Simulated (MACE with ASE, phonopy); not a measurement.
# Highest zone-centre mode of zinc-blende SiC against volume: two MACE potentials and their Grüneisen parameters

Stress in a silicon carbide device layer can be read from the shift of an optical phonon line, provided that the change of frequency with compression is known. For hydrostatic strain that change is set by the mode Grüneisen parameter $\gamma=-\,d\ln\omega/d\ln V$. We ask how the highest zone-centre mode of the zinc-blende crystal moves with volume, and whether two machine-learned potentials, MACE-MP-0b2 small and MACE-MPA-0 medium, give the same $\gamma$. The harmonic frequency is calculated at six volumes per potential, from 3 % compression to 5 % expansion, each measured against that potential's own static volume $V_0$. The comparison is between the two potentials; the table has no measured or density-functional row.

## Set-up

One crystal, SiC (zinc-blende), taken from a measured cell of the Crystallography Open Database (known phase (3C)), directly or through a relaxation at another level, and relaxed at each level to its static volume V0; then scaled volumes, with shape and atoms relaxed at fixed volume where symmetry leaves them free. Machine-learned potentials: finite atomic displacements of 0.02 Å in 4×4×4 supercells with phonopy 4.10. The same in all rows: lowest frequency along the high-symmetry path, interpolated; zero means stable, negative imaginary: 0.0 cm⁻¹.

Notes on method and selection:

- Minus the slope of ln ω against ln V is the mode Grüneisen parameter.
- Harmonic values at the static lattice; measured values carry thermal expansion and anharmonic shifts at their temperature.
- MACE-MP-0b2 small and MACE-MPA-0 medium are published machine-learned interatomic potentials trained on PBE and PBE+U data; they have no electrons, no dipole term and hence no LO-TO splitting.
- Runs that did not converge, have known faults or may not be shown are not listed, and runs on Ansatz's PAW sets soft_1 and soft_2 are kept to separate tables.

Columns:

- volume (Å³): volume per atom.
- pressure (GPa): static pressure at that volume, compression positive.
- highest Γ mode (cm⁻¹): highest optical mode at the zone centre, without the macroscopic field (no LO-TO term).

## Data

| member | level of theory | volume (Å³) | pressure (GPa) | highest Γ mode (cm⁻¹) |
| --- | --- | --- | --- | --- |
| V/V0 = 0.97 | MACE-MP-0b2 small | 10.163 | 7.04 | 835.9 |
| V/V0 = 0.985 | MACE-MP-0b2 small | 10.320 | 3.43 | 827.8 |
| V/V0 = 1 | MACE-MP-0b2 small | 10.477 | 0.01 | 819.8 |
| V/V0 = 1.015 | MACE-MP-0b2 small | 10.634 | −3.23 | 811.8 |
| V/V0 = 1.03 | MACE-MP-0b2 small | 10.791 | −6.28 | 803.7 |
| V/V0 = 1.05 | MACE-MP-0b2 small | 11.001 | −10.05 | 793.0 |
| V/V0 = 0.97 | MACE-MPA-0 medium | 10.234 | 6.93 | 770.2 |
| V/V0 = 0.985 | MACE-MPA-0 medium | 10.392 | 3.36 | 757.2 |
| V/V0 = 1 | MACE-MPA-0 medium | 10.551 | 0.00 | 744.8 |
| V/V0 = 1.015 | MACE-MPA-0 medium | 10.709 | −3.16 | 732.8 |
| V/V0 = 1.03 | MACE-MPA-0 medium | 10.867 | −6.13 | 721.0 |
| V/V0 = 1.05 | MACE-MPA-0 medium | 11.078 | −9.80 | 705.4 |

Least-squares fits to the whole series, with x = volume (Å³); R² and errors in the fitted variable (y, or ln y where the fit is in ln y):

| y | level of theory | members | fit | R² | rms residual | leave-one-out rms | the same for the mean of the others |
| --- | --- | --- | --- | --- | --- | --- | --- |
| highest Γ mode (cm⁻¹) | MACE-MP-0b2 small | 6 | ln y = 8.26975 − 0.664497 ln x | 1.00 | 3.4×10⁻⁴ | 6.3×10⁻⁴ | 0.021 |
| highest Γ mode (cm⁻¹) | MACE-MPA-0 medium | 6 | ln y = 9.21839 − 1.10574 ln x | 1.00 | 2.3×10⁻⁴ | 4.1×10⁻⁴ | 0.035 |

## The trend and its physics

The mode softens at every step of expansion with both potentials, but they disagree on the rate. The fitted $\gamma$ is 0.664 for MP-0b2 and 1.106 for MPA-0, a ratio of 1.106 / 0.664 = 1.67.

A two-parameter model follows from the motion itself. With two atoms in the primitive cell, a zone-centre optical mode moves the Si sublattice rigidly against the C sublattice. Let $K$ be the restoring force constant per primitive cell and $\mu$ the reduced mass of the pair. In the harmonic approximation

$$\mu\omega^2=K .$$

We assume that $K$ depends on the Si–C bond length $d$ as a power law,

$$K=K_r\,(d/d_r)^{-n},$$

where $r$ marks a reference volume. Symmetry fixes the atomic positions and the cell shape, so $d$ scales exactly as $V^{1/3}$. Inserting this and taking the square root gives

$$\omega=\omega_r\,(V/V_r)^{-\gamma},\qquad \gamma=n/6 .$$

The parameters are $\omega_r$ and $\gamma$. The fitted slopes correspond to $n$ = 6 × 0.664 = 3.98 for MP-0b2 and 6 × 1.106 = 6.64 for MPA-0, so the second potential loses stiffness much faster as the bond stretches.

The potentials also differ in the stiffness itself. At their own $V_0$ the frequencies are 819.8 and 744.8 cm⁻¹, and since the masses are the same, the force constants stand as (819.8 / 744.8)² = 1.21. The larger $V_0$ of MPA-0 explains little of this: it lowers the mode by about 744.8 × 1.106 × (10.551 − 10.477) / 10.551 = 5.8 cm⁻¹, out of a gap of 819.8 − 744.8 = 75.0 cm⁻¹.

The pressures, by contrast, nearly agree: 7.04 and 6.93 GPa at $V/V_0$ = 0.97. Agreement on the static compression curve therefore says little about the optical mode or its volume derivative.

## Testing the model

We fix the model on the members $V/V_0$ = 0.985 and 1.015, separately for each potential, and use it for the two outermost volumes.

For MP-0b2 the exponent is

$\gamma$ = ln(827.8 / 811.8) / ln(10.634 / 10.320) = 0.651.

With the 0.985 member as reference:

- $V/V_0$ = 0.97: 827.8 × (10.320 / 10.163)^0.651 = 836.1 cm⁻¹; the table has 835.9, so the model is 0.2 too high.
- $V/V_0$ = 1.05: 827.8 × (10.320 / 11.001)^0.651 = 794.1 cm⁻¹; the table has 793.0, so the model is 1.1 too high.

For MPA-0 the exponent is

$\gamma$ = ln(757.2 / 732.8) / ln(10.709 / 10.392) = 1.090.

Again from the 0.985 member:

- $V/V_0$ = 0.97: 757.2 × (10.392 / 10.234)^1.090 = 770.0 cm⁻¹; the table has 770.2, so the model is 0.2 too low.
- $V/V_0$ = 1.05: 757.2 × (10.392 / 11.078)^1.090 = 706.2 cm⁻¹; the table has 705.4, so the model is 0.8 too high.

The misses are small beside the softening across each series, which is 835.9 − 793.0 = 42.9 cm⁻¹ for MP-0b2 and 770.2 − 705.4 = 64.8 cm⁻¹ for MPA-0. Two volumes close to $V_0$ are thus enough to fix $\gamma$ for a given potential, and the disagreement between the potentials is already present there.

## Where the trend breaks

Largest departures from the fit to the whole series:

| member | level of theory | highest Γ mode (cm⁻¹) | fit | computed − fit | computed / fit | in rms residuals (of ln y) |
| --- | --- | --- | --- | --- | --- | --- |
| V/V0 = 1.05 | MACE-MPA-0 medium | 705.4 | 705.7 | −0.3 | 1.00 | 1.6 |
| V/V0 = 1.05 | MACE-MP-0b2 small | 793.0 | 793.4 | −0.4 | 1.00 | 1.4 |
| V/V0 = 0.97 | MACE-MP-0b2 small | 835.9 | 836.3 | −0.4 | 1.00 | 1.3 |
| V/V0 = 1.015 | MACE-MPA-0 medium | 732.8 | 732.6 | +0.2 | 1.00 | 1.2 |

The clearest failure is at $V/V_0$ = 1.05, where the model fixed near $V_0$ lies above the computed mode by 1.1 cm⁻¹ for MP-0b2 and 0.8 cm⁻¹ for MPA-0. The assumption that fails is the constant exponent $n$.

For MP-0b2 the local $\gamma$ rises from ln(835.9 / 827.8) / ln(10.320 / 10.163) = 0.635 between the two smallest volumes to ln(803.7 / 793.0) / ln(11.001 / 10.791) = 0.695 between the two largest. Its frequency is in fact closer to linear in volume: a straight line through the end members, with slope (793.0 − 835.9) / (11.001 − 10.163) = −51.2 cm⁻¹ per Å³ (volume per atom), meets the four inner members within about 0.1 cm⁻¹.

A possible cause is the shape of the bond energy. Its curvature falls towards zero at the inflection point, so the fractional loss of stiffness grows as the bond is stretched, which has the sign of the departure at 1.05. It doesn't account for the compressed side of MPA-0, where the local $\gamma$ first falls, from ln(770.2 / 757.2) / ln(10.392 / 10.234) = 1.111 to ln(757.2 / 744.8) / ln(10.551 / 10.392) = 1.087, before it rises to ln(721.0 / 705.4) / ln(11.078 / 10.867) = 1.137 between the two largest volumes. With either potential the drift in $\gamma$, at most about 0.06, remains far below the difference of 1.106 − 0.664 = 0.442 between the potentials.

## Conclusions

From 3 % compression to 5 % expansion a single $\gamma$ describes each potential well, but the two values don't agree. Between $V/V_0$ = 1 and 0.97 the mode rises by (835.9 − 819.8) / (7.04 − 0.01) = 2.29 cm⁻¹ per GPa with MP-0b2 and by (770.2 − 744.8) / 6.93 = 3.67 with MPA-0, so a stress read from a line shift would depend strongly on the potential chosen. The table alone can't say which of the two is nearer to the real crystal.

Both potentials leave out the macroscopic electric field. In a polar crystal it raises the longitudinal mode and leaves the transverse one in place, so these frequencies belong with the transverse line. Thermal expansion also involves the other modes, a small share of which have negative $\gamma$ with both potentials.
